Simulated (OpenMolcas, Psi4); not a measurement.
Exact exchange and the electronic atomisation energy of CH2GeN

CH2GeN has 5 atoms, charge 0, and is taken as a doublet. As SMILES, `N#[C][GeH2]`. The coordinates come from a PBE0-D4/def2-TZVP relaxation.

The electronic atomisation energy y, in eV, basis def2-SVPD; a is the functional's share of exact exchange. Programs: OpenMolcas 26.06, Psi4 1.11.

| functional | program | a | y (eV) |
| --- | --- | --- | --- |
| UPBE | OpenMolcas | 0 | 18.54 |
| UTPSS | OpenMolcas | 0 | 18.17 |
| UTPSSh | Psi4 | 0.1 | 17.95 |
| UB3LYP | Psi4 | 0.2 | ? |
| UPBE0 | Psi4 | 0.25 | 17.87 |
| UBHLYP | Psi4 | 0.5 | 16.99 |

Fit y = c + s·a to the known rows and predict UB3LYP.


1. Means of the 5 rows: a = 0.1700, y = 17.904.
2. Σ(Δa)² = 0.178, Σ(Δa·Δy) = -0.4609, so the slope is -0.4609/0.178 = -2.5893.
3. Intercept: 17.904 − (-2.5893) × 0.1700 = 18.344. The largest residual of the fit is 0.20.
4. UB3LYP: 18.344 + (-2.5893) × 0.2 = 17.83 eV.

The run gave 17.85 eV, so the prediction is off by -0.02 eV, within the largest residual. The rows mix families of semi-local functionals, which the line can't see.

The atomisation energy of this cyanogermyl radical falls as exact exchange rises, from 18.54 eV with UPBE to 16.99 eV with UBHLYP. The main reason is probably the C≡N bond. Semi-local exchange has a localised hole that mimics part of the left-right correlation in a multiple bond, and it tends to overbind such bonds relative to the free atoms. Exact exchange removes that contribution, and the semi-local correlation that remains doesn't fully replace it.

UPBE and UPBE0 give the cleanest view of the effect, since they share their semi-local parts. Exact exchange isn't the only influence, however: UPBE and UTPSS differ clearly although neither contains any. The close hit for UB3LYP is therefore partly fortuitous, being much tighter than the scatter of the fitted rows, and the slope leans heavily on UBHLYP at the far end. The line supports an interpolation for this molecule, but without an experimental or high-level correlated reference it doesn't show which share of exact exchange gives the most accurate binding.
